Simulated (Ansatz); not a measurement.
**Swapping H for F on Si: the mean Si–H bond length**

Gas-phase molecules. On one Si centre, n of the H ligands are replaced by F. The mean Si–H bond length y in Å at PBE0-D4/def2-TZVP. The shapes are optimised at that level. Programs: Ansatz 0.2.0.

| molecule | n | y (Å) |
| --- | --- | --- |
| SiH4 | 0 | 1.485 |
| SiH3F | 1 | ? |
| SiH2F2 | 2 | 1.474 |
| SiHF3 | 3 | 1.461 |

Q: Fit y = c + s·n to the known rows and predict SiH3F.

A: 
1. Means of the 3 rows: n = 1.66667, y = 1.4733.
2. Σ(Δn)² = 4.6667, Σ(Δn·Δy) = -0.035667, so the slope is -0.035667/4.6667 = -0.0076429.
3. Intercept: 1.4733 − (-0.0076429) × 1.66667 = 1.4860. The largest residual of the fit is 0.0032.
4. SiH3F: 1.4860 + (-0.0076429) × 1 = 1.478 Å.

The run gave 1.482 Å, so the prediction is off by -0.004 Å, about the largest residual. The step per swap changes from -0.003 to -0.013 Å along the series, so a line misses the bend. Electronegative ligands draw the centre's p character, so the other bonds gain s character and shorten.

Each replacement of H by F shortens the remaining Si–H bonds, and each step is larger than the one before. The rehybridisation argument itself suggests why the response bends. The s character given up by the Si–F bonds is shared among the Si–H bonds that are left, and these become fewer with every swap, so the gain per bond grows faster than linearly with n. Fluorine also withdraws charge from silicon, which contracts its valence orbitals and probably adds to the shortening; bond lengths alone can't separate the two effects. Because the curve is concave, a straight line through the outer members runs below it in between, which accounts for the too-short prediction for SiH3F. The miss is therefore a systematic effect of curvature rather than a sign that this molecule is anomalous. The data support a cooperative substituent effect on Si–H length, but a shorter bond here doesn't by itself establish a higher Si–H dissociation energy, which also depends on how fluorine stabilises the silyl radical left behind.
